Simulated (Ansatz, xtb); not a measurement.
# Two isomers of C4H2F6

Structure I is `FC(F)(F)/C=C/C(F)(F)F`, a singlet and structure II is `C=C(C(F)(F)F)C(F)(F)F`, a singlet. Both are isolated molecules in the gas phase, relaxed with r2SCAN-D4/def2-SVP.

Quicker runs give these differences E(II) − E(I): GFN2-xTB +2.6 kcal/mol; HF/STO-3G +1.3 kcal/mol (at GFN2-xTB geometries); r2SCAN-D4/def2-SVP//GFN2-xTB +1.6 kcal/mol.

Task: Estimate E(II) − E(I) at the level CCSD(T)/def2-SVP + ΔMP2/def2-TZVPP.

Result: Calculated at CCSD(T)/def2-SVP + ΔMP2/def2-TZVPP: E(II) − E(I) = +3.1 kcal/mol, so structure I lies lower.

Level by level:

```
                             level            geometry  E(II) − E(I) (kcal/mol)  departure from the last row (kcal/mol)  job, with rough time for the two
                          GFN2-xTB            GFN2-xTB                      +2.6                                    −0.4              optimisation, 0.57 s
                         HF/STO-3G            GFN2-xTB                      +1.3                                    −1.7               single point, 3.2 s
      r2SCAN-D4/def2-SVP//GFN2-xTB            GFN2-xTB                      +1.6                                    −1.5                single point, 14 s
                r2SCAN-D4/def2-SVP  r2SCAN-D4/def2-SVP                      +1.5                                    −1.6             optimisation, 2.1 min
                       HF/def2-SVP  r2SCAN-D4/def2-SVP                      +3.2                                    +0.1           part of the CCSD(T) run
                      MP2/def2-SVP  r2SCAN-D4/def2-SVP                      +2.0                                    −1.1           part of the CCSD(T) run
                  CCSD(T)/def2-SVP  r2SCAN-D4/def2-SVP                      +1.8                                    −1.3                      single point
CCSD(T)/def2-SVP + ΔMP2/def2-TZVPP  r2SCAN-D4/def2-SVP                      +3.1                                                      single point, 12 min
```

As drawn, both hold the same kinds of bond in the same numbers.

None of the levels shown reverses the order. The largest departure from CCSD(T)/def2-SVP + ΔMP2/def2-TZVPP is that of HF/STO-3G, 1.7 kcal/mol. A small imaginary or near-zero mode remains, so no thermal terms are given. The last row adds to CCSD(T) the change of the MP2 difference between the two basis sets, here +1.3 kcal/mol.

The correlated steps freeze 10 core orbitals. Codes used: Ansatz 0.2.0, xtb 6.7.1; the last row on 2 threads of AMD EPYC (Zen 3) on a shared host.

The trans isomer, with one CF3 group on each alkene carbon, lies below the geminal isomer at every level, so the sign of the electronic energy difference is well supported. The likely cause is electrostatic and steric: geminal placement brings two bulky, strongly polar CF3 groups close together with their dipoles partly aligned, whereas in the trans form they are far apart and the dipoles largely cancel. The parent butenes show the opposite order, isobutene lying below trans-2-butene, which suggests that replacing methyl by the electron-withdrawing CF3 overturns the usual preference.

The size of the gap is less certain than its sign. In the small basis, correlation lowers the difference from +3.2 to +1.8 kcal/mol, probably because it favours the closer fluorine contacts in the geminal isomer, and the larger basis then restores most of it. The close match between HF/def2-SVP and the final value is therefore a cancellation of errors. MP2 and CCSD(T) nearly agree in the same basis, which supports the additive correction but doesn't establish convergence beyond the triple-zeta basis.
